# Helicity difference in $\gamma\gamma\to e^+e^-$ and its sum rule

## Conventions

- Units $\hbar=c=1$, $e^2=4\pi\alpha$, metric $(+,-,-,-)$, spinors $\bar uu=2m$, $\bar vv=-2m$, $\gamma_5=i\gamma^0\gamma^1\gamma^2\gamma^3$.
- Inputs: $m=0.510999$ MeV, $\alpha=1/137.036$, $\hbar c=197.327$ MeV fm, $1\ \text{b}=100\ \text{fm}^2$, $r_e=\alpha/m$.
- Two photons of energy $\omega=0.6$ MeV collide head-on along $z$. The laboratory is the centre-of-mass frame, $s=4\omega^2=1.44$ MeV$^2$, and each lepton has energy $E=\omega$.
- $\beta=\sqrt{1-4m^2/s}$ is the lepton velocity, $L=\ln\frac{1+\beta}{1-\beta}$.
- $\sigma_0$: equal helicities ($++$ or $--$). The momenta are opposite, so the spins are opposite and $J_z=0$.
- $\sigma_2$: opposite helicities ($+-$ or $-+$), $|J_z|=2$.
- Each is the cross section for fully polarised beams, summed over lepton spins. The unpolarised one is $\bar\sigma=(\sigma_0+\sigma_2)/2$. Define $\Delta\sigma=\sigma_2-\sigma_0$ and $A=\Delta\sigma/(\sigma_2+\sigma_0)$.
- For beams with mean helicities $P_1,P_2$ the cross section is $\bar\sigma\,(1-AP_1P_2)$.

## 1. Estimate by hand

**Selection rule.** Two photons have $C=+1$. A fermion pair with orbital momentum $\ell$ and spin $S$ has $C=(-1)^{\ell+S}$. A slow pair is made in the S wave, so $S=0$. The only state is $^1S_0$, with $J=0$. It cannot carry $|J_z|=2$. Hence
$$\sigma_2\approx0,\qquad \sigma_0\approx2\bar\sigma,\qquad \Delta\sigma\approx-2\bar\sigma,\qquad A\approx-1 .$$

**Size.** Take as given the spin-averaged annihilation rate of a slow pair, $\sigma_{\rm ann}v_{\rm rel}=\pi r_e^2$, with $v_{\rm rel}=2\beta$. Run the reaction backwards. Both channels have four spin states and share one $\sum|M|^2$. The cross sections differ by the momentum ratio squared, $(p/\omega)^2=\beta^2$, and by the factor $1/2$ that identical photons put into $\sigma_{\rm ann}$:
$$\bar\sigma=2\beta^2\sigma_{\rm ann}=\pi r_e^2\,\beta .$$
One power of $\beta$ is the S-wave phase space.

**Numbers.**

- $r_e\approx1.44/0.51\approx2.8$ fm, so $\pi r_e^2\approx25\ \text{fm}^2=0.25$ b.
- Kinetic energy per lepton $T\approx0.6-0.51=0.09$ MeV.
- Slow-particle velocity $\beta\approx\sqrt{2T/m}\approx0.6$.
- $\bar\sigma\approx0.15$ b, $\sigma_0\approx0.30$ b, $\sigma_2\approx0$.

$$\Delta\sigma_{\rm est}\approx-0.30\ \text{b}.$$

**Warning built into the estimate.** A P wave costs one factor $\beta$ in amplitude and $\beta^2$ in rate. Here $\beta^2$ is about a third. The estimate fixes the sign and the order of magnitude, and no more.

**Sign at high energy.** For $s\gg m^2$ the electromagnetic vertices conserve chirality, so electron and positron have opposite helicities and spin projection $\pm1$ along their line of flight. Section 2 shows that equal-helicity photons feed this configuration not at all: their amplitude is proportional to $m$. So $\sigma_2$ is expected to win far above threshold, and $\Delta\sigma$ to cross zero.

## 2. Careful calculation at tree level

### 2.1 Kinematics and amplitude

$k_{1,2}=E(1,0,0,\pm1)$, electron $p=(E,\mathbf p)$, positron $p'=(E,-\mathbf p)$, $|\mathbf p|=\beta E$, $z=\cos\theta$. Then
$$2p\cdot k_1=2E^2(1-\beta z),\qquad 2p\cdot k_2=2E^2(1+\beta z),\qquad D\equiv1-\beta^2z^2 .$$
The two diagrams of the Breit–Wheeler process give, up to an overall phase,
$$M=e^2\,\bar u(p)\left[\frac{\not\epsilon_1(\not p-\not k_1+m)\not\epsilon_2}{2p\cdot k_1}+\frac{\not\epsilon_2(\not p-\not k_2+m)\not\epsilon_1}{2p\cdot k_2}\right]v(p') .$$
Use $\bar u\not\epsilon(\not p+m)=2(p\cdot\epsilon)\bar u$. The numerators become
$$N_1=2(p\cdot\epsilon_1)\not\epsilon_2-\not\epsilon_1\not k_1\not\epsilon_2,\qquad N_2=2(p\cdot\epsilon_2)\not\epsilon_1-\not\epsilon_2\not k_2\not\epsilon_1 .$$
Let $\epsilon=(0,1,i,0)/\sqrt2$, which is spin $+1$ along $z$. It obeys $\epsilon\cdot k_{1,2}=0$, $\epsilon\cdot\epsilon=0$, $\epsilon\cdot\epsilon^*=-1$, $|p\cdot\epsilon|^2=\tfrac12\beta^2E^2\sin^2\theta$.

### 2.2 $J_z=2$: $\epsilon_1=\epsilon_2=\epsilon$

$\not\epsilon$ anticommutes with $\not k_i$ and squares to zero, so $\not\epsilon\not k_i\not\epsilon=0$. With $\frac1{p\cdot k_1}+\frac1{p\cdot k_2}=\frac{2}{E^2D}$,
$$M_2=\frac{2e^2\,(p\cdot\epsilon)}{E^2D}\,\bar u\not\epsilon v .$$
Spin sum, with $p'\cdot\epsilon=-p\cdot\epsilon$ and $p\cdot p'+m^2=2E^2$:
$$\mathrm{Tr}[(\not p+m)\not\epsilon(\not p'-m)\not\epsilon^*]=4\left[2E^2-2|p\cdot\epsilon|^2\right]=4E^2(2-\beta^2\sin^2\theta),$$
$$\sum|M_2|^2=8e^4\,\frac{\beta^2\sin^2\theta\,(2-\beta^2\sin^2\theta)}{D^2}.$$
For a slow pair $M_2\propto(\mathbf p\cdot\boldsymbol\epsilon)(\boldsymbol\sigma\cdot\boldsymbol\epsilon)$ between two-component spinors: $\ell_z=1$, $S_z=1$, the state $^3P_2$.

### 2.3 $J_z=0$: $\epsilon_1=\epsilon$, $\epsilon_2=\epsilon^*$

Let $\Sigma^3=i\gamma^1\gamma^2=\gamma_5\gamma^0\gamma^3$. Direct multiplication gives
$$\not\epsilon\not\epsilon^*=-(1+\Sigma^3),\quad \not\epsilon^*\not\epsilon=-(1-\Sigma^3),\quad \not k_1\Sigma^3=\gamma_5\not k_1,\quad \not k_2\Sigma^3=-\gamma_5\not k_2 .$$
Therefore $N_1=2(p\cdot\epsilon)\not\epsilon^*-(1+\gamma_5)\not k_1$ and $N_2=2(p\cdot\epsilon^*)\not\epsilon-(1+\gamma_5)\not k_2$, and
$$N_1+N_2=2(p_x\gamma^1+p_y\gamma^2)-2E(1+\gamma_5)\gamma^0,$$
$$N_1-N_2=2i(p_y\gamma^1-p_x\gamma^2)+2E(1+\gamma_5)\gamma^3 .$$
Over the common denominator $2E^2D$ the numerator is $(N_1+N_2)+\beta z(N_1-N_2)$. With $\beta zE=p_z$:
$$-2\not p-2E\gamma_5\gamma^0+2p_z\left[\gamma_5\gamma^3+\frac iE(p_y\gamma^1-p_x\gamma^2)\right].$$
Reduce the three terms between $\bar u$ and $v$, using $\bar u\not p=m\bar u$ and $\not p'v=-mv$.

1. $-2\not p\to-2m$.
2. $2E\gamma^0=\not p+\not p'$, and $\gamma_5(\not p+\not p')\to-2m\gamma_5$. The second term gives $+2m\gamma_5$.
3. $\bar u[(\not p-m)\Sigma^3+\Sigma^3(\not p'+m)]v=0$. Here $\{\gamma^0,\Sigma^3\}=-2\gamma_5\gamma^3$ and $[\mathbf p\cdot\boldsymbol\gamma,\Sigma^3]=2i(p_y\gamma^1-p_x\gamma^2)$. The operator equals $-2E$ times the square bracket, so that bracket drops out.

Result:
$$M_0=-\frac{e^2m}{E^2D}\,\bar u(1-\gamma_5)v .$$
Spin sums: $\sum|\bar u\gamma_5v|^2=4(p\cdot p'+m^2)=8E^2$ and $\sum|\bar uv|^2=4(p\cdot p'-m^2)=8E^2\beta^2$. The interference trace vanishes. With $m^2/E^2=1-\beta^2$,
$$\sum|M_0|^2=8e^4\,\frac{(1-\beta^2)(1+\beta^2)}{D^2}.$$
The 1 in $(1+\beta^2)$ is the pseudoscalar part, a spin singlet that starts as $^1S_0$. The $\beta^2$ is the scalar part, a triplet that starts as $^3P_0$. Parity gives the same sums for $--$ and for $-+$.

### 2.4 Cross sections

$d\sigma/d\Omega=\beta\sum|M|^2/(64\pi^2s)$, so $8e^4$ turns into $2\alpha^2\beta/s$. Two integrals over $-1\le z\le1$ suffice:
$$\int\frac{dz}{D}=\frac L\beta,\qquad \int\frac{dz}{D^2}=\frac1{1-\beta^2}+\frac{L}{2\beta}.$$
For $J_z=2$ write $\beta^2\sin^2\theta=D-a$ with $a=1-\beta^2$. The numerator is $(D-a)(2+a-D)=-D^2+2(1+a)D-a(2+a)$. Then
$$\sigma_0=\frac{2\pi\alpha^2}{s}\left[(1-\beta^4)L+2\beta(1+\beta^2)\right],$$
$$\sigma_2=\frac{2\pi\alpha^2}{s}\left[(5-\beta^4)L-10\beta+2\beta^3\right].$$
In the difference the $\beta^4L$ and $\beta^3$ terms cancel:
$$\boxed{\Delta\sigma=\sigma_2-\sigma_0=\frac{8\pi\alpha^2}{s}\left[\ln\frac{1+\beta}{1-\beta}-3\beta\right]}$$
The mean is $\bar\sigma=\frac{2\pi\alpha^2}{s}[(3-\beta^4)L-2\beta(2-\beta^2)]$. For a fermion of charge $Qe$ multiply all of these by $Q^4$.

Limits:

- $\beta\to0$: $\sigma_0\to8\pi\alpha^2\beta/s\to2\pi r_e^2\beta$, and $\sigma_2\to32\pi\alpha^2\beta^3/(3s)$. The first is the formula of section 1, which is thus the exact threshold law at this order.
- $\beta\to1$: $\sigma_0\to8\pi\alpha^2/s$, $\sigma_2\to(8\pi\alpha^2/s)(L-2)$, $L\to\ln(s/m^2)$. $\sigma_0$ survives although $M_0\propto m$, because the peaks of $1/D^2$ at $z=\pm1$ supply $1/(1-\beta^2)$. It has no logarithm, so $\sigma_2$ overtakes it.

### 2.5 Numbers at $\omega=0.6$ MeV

- $4m^2/s=0.7253$, $\beta^2=0.2747$, $\beta=0.5241$.
- $L=1.164$, $3\beta=1.572$, $L-3\beta=-0.408$.
- $2\pi\alpha^2/s=90.47$ mb, $8\pi\alpha^2/s=361.9$ mb.
- Square brackets: $2.4122$ for $\sigma_0$, $0.7788$ for $\sigma_2$.

$$\sigma_0=218\ \text{mb},\quad\sigma_2=70\ \text{mb},\quad\bar\sigma=144\ \text{mb},\quad\Delta\sigma=-148\ \text{mb},\quad A=-0.512 .$$

The asymmetry depends on acceptance. Along the beam axis $M_2=0$ and the local asymmetry is $-1$. At $\theta=90^\circ$ the numerators are $\beta^2(2-\beta^2)=0.474$ and $1-\beta^4=0.925$, and it is $-0.32$.

Photon helicity is Lorentz invariant, so for beams whose directions make an angle $\psi$ the same formulas hold with $s=2\omega^2(1-\cos\psi)$. At 0.6 MeV the threshold $s=4m^2$ needs $\psi>117^\circ$.

### 2.6 Shape in energy

Write $\Delta\sigma=2\pi r_e^2(1-\beta^2)(L-3\beta)$, with $r_e=2.818$ fm and $2\pi r_e^2=498.9$ mb.

- Minimum: $d\Delta\sigma/d\beta=0$ gives $9\beta^2-2\beta L-1=0$, so $\beta=0.463$, $\omega=0.576$ MeV, $\Delta\sigma=-152$ mb.
- Zero: $L=3\beta$, the same as $\beta=\tanh(3\beta/2)$. The root is $\beta_0=0.8586$, with $s_0=15.2\,m^2$, $\sqrt{s_0}=1.99$ MeV, $\omega=0.997$ MeV.
- The root is unique in $0<\beta<1$: $L-3\beta$ starts at zero with slope $-1$, is convex, and diverges at $\beta=1$.

### 2.7 Sum rule

**Direct integration.** From $1/s=(1-\beta^2)/4m^2$ follows $ds/s^2=2\beta\,d\beta/4m^2$. Then
$$\int_{4m^2}^{s}\Delta\sigma\,\frac{ds'}{s'}=2\pi r_e^2\,\Phi(\beta),\qquad \Phi(\beta)=\int_0^\beta2b\,[L(b)-3b]\,db .$$
Integrate by parts with $L'=2/(1-b^2)$: $\int_0^\beta2bL\,db=2\beta-(1-\beta^2)L$. Also $\int_0^\beta6b^2db=2\beta^3$. So
$$\Phi(\beta)=-(1-\beta^2)(L-2\beta).$$
As $\beta\to1$ the two pieces tend to 2 and 2, and $\Phi\to0$:
$$\boxed{\int_{4m^2}^\infty(\sigma_2-\sigma_0)\,\frac{ds}{s}=0}$$

**Why it must vanish.** Let $f(s)=M_{++;++}-M_{+-;+-}$, built from forward light-by-light amplitudes.

1. Optical theorem for massless beams: $\mathrm{Im}\,f=s(\sigma_0-\sigma_2)$. The one-loop $f$ of order $\alpha^2$ has the tree cross sections on its cut.
2. Crossing: exchanging the incoming and outgoing photon 2 takes $s\to u=-s$ at $t=0$ and flips its helicity label. So $f$ is odd in $s$.
3. Analyticity, with the assumption $f/s\to0$ at infinity, gives
$$f(s)=\frac{2s}{\pi}\int_{4m^2}^\infty\frac{s'\,(\sigma_0-\sigma_2)}{s'^2-s^2}\,ds' .$$
The integral converges, since $\Delta\sigma\sim\ln s/s$.
4. Gauge invariance: below threshold each of the four photons enters through its field strength, so $f=O(\omega^4)=O(s^2)$. An odd function then starts at $s^3$.
5. The term linear in $s$ is $(2s/\pi)\int(\sigma_0-\sigma_2)\,ds'/s'$. It must be zero.

This is the Gerasimov–Drell–Hearn argument with a photon as target and zero on the low-energy side. The direct integration shows that the assumption in step 3 is consistent at this order.

**Budget.**

| upper limit | $\Phi$ | $2\pi r_e^2\Phi$ (mb) | share of $\Phi(\beta_0)$ |
|---|---|---|---|
| $\sqrt s=1.2$ MeV | $-0.0840$ | $-42$ | 37 % |
| $\sqrt{s_0}=1.99$ MeV | $-0.2257$ | $-113$ | 100 % |
| $\sqrt s=10$ MeV | $-0.0413$ | $-21$ | 18 % |

The negative lobe is compact: 37 % of it lies below the present energy. The positive lobe is long: 18 % of it lies above $\sqrt s=10$ MeV, where the remainder falls as $(4m^2/s)[\ln(s/m^2)-2]$.

### 2.8 Terms left out

- Coulomb attraction in the final state multiplies the S-wave rate by $1+\pi\alpha/v_{\rm rel}$ to first order. With $v_{\rm rel}=2\beta$ this is $+2.2$ %. With the relativistic relative velocity $2\beta/(1+\beta^2)=0.822$ it is $+2.8$ %, about 4 mb if applied to all of $\Delta\sigma$. The two choices differ by a term of order $\alpha\beta$ that only a full one-loop calculation fixes.
- Short-distance radiative terms scale with $\alpha/\pi=0.0023$ times a coefficient not computed here.
- Positronium poles below $4m^2$ enter the sum rule with weight $\alpha^2|\psi(0)|^2\propto\alpha^5$. They do not touch the order-$\alpha^2$ statement.

So $-148$ mb is the tree-level number. As a prediction for real beams it supports two figures, $-0.15$ b.

## 3. Why estimate and calculation differ by a factor of 2

The ratio is $300/148=2.03$. The exact result factorises as
$$-\Delta\sigma=2\pi r_e^2\,\beta_{\rm NR}\times\frac{\beta}{\beta_{\rm NR}}\times(1-\beta^2)\times\frac{3\beta-L}{\beta},\qquad\beta_{\rm NR}=\sqrt{2t},\quad t=\frac Tm .$$
Unrounded, $T=89.0$ keV, $t=0.1742$, $\beta_{\rm NR}=0.5902$.

| step | factor | $-\Delta\sigma$ (mb) | share of $\ln2.03$ |
|---|---|---|---|
| hand value | | 300 | |
| undo rounding | 0.982 | 294 | 3 % |
| true velocity | 0.888 | 261 | 17 % |
| $1/s$ in place of $1/4m^2$ | 0.725 | 190 | 45 % |
| amplitudes beyond S wave at rest | 0.779 | 148 | 35 % |

**Rounding.** Negligible, and of the same size as the Coulomb term.

**Velocity.** $\beta^2=1-(1+t)^{-2}=2t-3t^2+\dots$, so $\beta=\beta_{\rm NR}(1-\tfrac34t+\dots)$. The Newtonian formula overshoots.

**Scale of the cross section.** Flux and phase space give $\beta/s$. The area $\pi r_e^2$ is $4\pi\alpha^2/s$ frozen at $s=4m^2$. The beam energy is only 17 % above $m$, but $s$ goes as its square and is 38 % above $4m^2$. This is the largest single item, and it is pure kinematics.

**Amplitudes.** In units of $8\pi\alpha^2\beta/s=190$ mb, with $\langle D^{-2}\rangle=\tfrac12\int dz/D^2=1.245$:

| channel | exact form | small $\beta$ | value | mb |
|---|---|---|---|---|
| singlet, $J_z=0$ | $(1-\beta^2)\langle D^{-2}\rangle$ | $1-\beta^2/3$ | 0.903 | 171 |
| triplet, $J_z=0$ | $\beta^2(1-\beta^2)\langle D^{-2}\rangle$ | $\beta^2$ | 0.248 | 47 |
| triplet, $\lvert J_z\rvert=2$ | $\langle\beta^2\sin^2\theta(2-\beta^2\sin^2\theta)D^{-2}\rangle$ | $4\beta^2/3$ | 0.372 | 70 |

- Singlet: the factor $m^2/E^2$ suppresses it, the propagators $1/D^2$ enhance it, and a net loss of 10 % remains.
- The two P waves enter $-\Delta\sigma$ with opposite signs: $+47$ mb and $-70$ mb. They cancel in large part.
- Sum: $0.903+0.248-0.372=0.779$. At leading order $-\tfrac13+1-\tfrac43=-\tfrac23$, which matches
$$\frac{3\beta-L}{\beta}=1-\tfrac23\beta^2-\tfrac25\beta^4-\dots=1-0.183-0.030-\dots$$

**All corrections point one way.** To first order in $t$, with $\beta^2\approx2t$,
$$\frac{-\Delta\sigma}{2\pi r_e^2\beta_{\rm NR}}=1-\left(\tfrac34+2+\tfrac43\right)t+\dots=1-\tfrac{49}{12}\,t+\dots$$
The small parameter $t=0.1742$ comes with a coefficient of 4.08, so the first correction is $0.71$. The series in $t$ is then useless at first order: it gives 0.29, while the exact product of the three factors is 0.502. "Just above threshold" in beam energy is not close to threshold in $\beta$, because $\beta\propto\sqrt t$.

**Range of the estimate.** A first-order miss of 10 % needs $t<0.024$, that is $\omega-m<13$ keV. There $\beta\approx0.22$ and the Coulomb factor $\pi\alpha/2\beta$ has grown to 5 %. The window in which the plain threshold law holds to 10 % is therefore bounded on both sides.

**The unpolarised estimate looks good by accident.** It gives 150 mb against 144 mb. Channel by channel, the estimate is 82 mb too high in $\sigma_0$ and 70 mb too low in $\sigma_2$. In $\bar\sigma$ the two misses nearly cancel, leaving 6 mb. In $\Delta\sigma$ they add to 152 mb. In factor form, the amplitude factor of $\bar\sigma$ is $0.903+0.248+0.372$, or 1.522 unrounded, and it offsets the kinematic product $0.888\times0.725=0.644$ to give 0.980. A check against $\bar\sigma$ would thus not reveal that $A$ is $-0.512$ and not $-1$.

**What the sum rule says about the miss.** The law $-2\pi r_e^2\beta_{\rm NR}$ grows in magnitude without bound. Even its improved form $-8\pi\alpha^2\beta/s$ never changes sign. A vanishing integral demands that $\Delta\sigma$ turn round and cross zero. It turns at $\omega=0.576$ MeV and crosses at 0.997 MeV. The beams at 0.6 MeV sit just past the minimum, where the slope has already reversed, so a law extrapolated from threshold has to overshoot by a factor of order two.